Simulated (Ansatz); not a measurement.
# A series in volume per atom on SO

All results are calculated (Ansatz 0.2.0 development build). Equation of state of a cubic crystal from periodic Kohn-Sham density functional theory without spin; pressure corrected for the finite basis.

Cell of the first row (space group Fm-3m, No. 225):
```
SO
1.0
      0.0000     2.2638     2.2638
      2.2638     0.0000     2.2638
      2.2638     2.2638     0.0000
S O
1 1
Direct
  0.00000 0.00000 0.00000
  0.50000 0.50000 0.50000
```

Settings of every row: formula SO; structure type rock salt; functional PBE; spin treatment none; k mesh 14x14x14; occupation method fermi-dirac; occupation width 0.061225619 eV; wave cutoff 700 eV; datasets hard PAW; density cutoff ratio 4.

Limits: a cubic model structure, not a phase known at ambient conditions; modest k-mesh, values are not fully converged in k; the SCF threshold is loose for a stress in some rows.

```csv
row,volume per atom (Å³),energy above lowest point (meV/atom),pressure (GPa)
1,11.602,20.01,9.162
2,11.849,8.56,5.766
3,12.096,2.06,2.726
4,12.342,0,0.005
5,12.589,1.9,-2.429
6,12.836,?,?
7,13.083,15.97,-6.549
```

Question: what energy above lowest point and pressure should row 6 give?

Worked fit of energy above lowest point. Take u = (V_r/V)^(2/3) − 1 with V_r = 12.219 Å³ an atom, which is twice the finite (Eulerian) strain; such expansions in the strain, on which the Birch-Murnaghan equation of state is built, carry the rest volume and the bulk modulus. The shown rows have u = 0.03515, 0.02071, 0.00677, -0.00666, -0.01969, -0.04453. Least squares give energy above lowest point = 0.513 + 151.97 × u + 11347.9 × u² + 3140 × u³ meV/atom; a parabola predicts inner rows, each left out in turn, worse (root mean square 0.063 against 0.0086 meV/atom). All shown rows lie on it to the printed digit. Its lowest point lies at u = -0.0067, or V = 12.34 Å³ an atom, and the curvature there gives the bulk modulus at fixed shape and fractions, B = (4/9)(1 + u)² E″(u)/V = 128 GPa. The withheld row has u = -0.03231, so the fit gives 0.513 + 151.97 × (-0.03231) + 11347.9 × (-0.03231)² + 3140 × (-0.03231)³ = 7.34 meV/atom.

The calculation gave 7.35 meV/atom. The fit lies 0.01 meV/atom (0.05 % of the column's range) below it, one unit of the last digit.

Worked fit of pressure. Take u = (V_r/V)^(2/3) − 1 with V_r = 12.219 Å³ an atom, which is twice the finite (Eulerian) strain; such expansions in the strain, on which the Birch-Murnaghan equation of state is built, carry the rest volume and the bulk modulus. The shown rows have u = 0.03515, 0.02071, 0.00677, -0.00666, -0.01969, -0.04453. Least squares give pressure = 1.3285 + 202.202 × u + 579.05 × u² + 244 × u³ GPa; a parabola predicts inner rows, each left out in turn, worse (root mean square 0.0054 against 0.0034 GPa). The rows lie off it by 0.000, -0.001, 0.002, -0.002, 0.001, 0.000. The pressure vanishes at u = -0.0067, or V = 12.34 Å³ an atom, and there the bulk modulus at fixed shape and fractions is B = −V dP/dV = (2/3)(1 + u) dP/du = 129 GPa. The withheld row has u = -0.03231, so the fit gives 1.3285 + 202.202 × (-0.03231) + 579.05 × (-0.03231)² + 244 × (-0.03231)³ = -4.608 GPa.

The calculation gave -4.605 GPa. The fit lies 0.003 GPa (0.019 % of the column's range) below it; its largest miss of a shown row is 0.002 GPa.
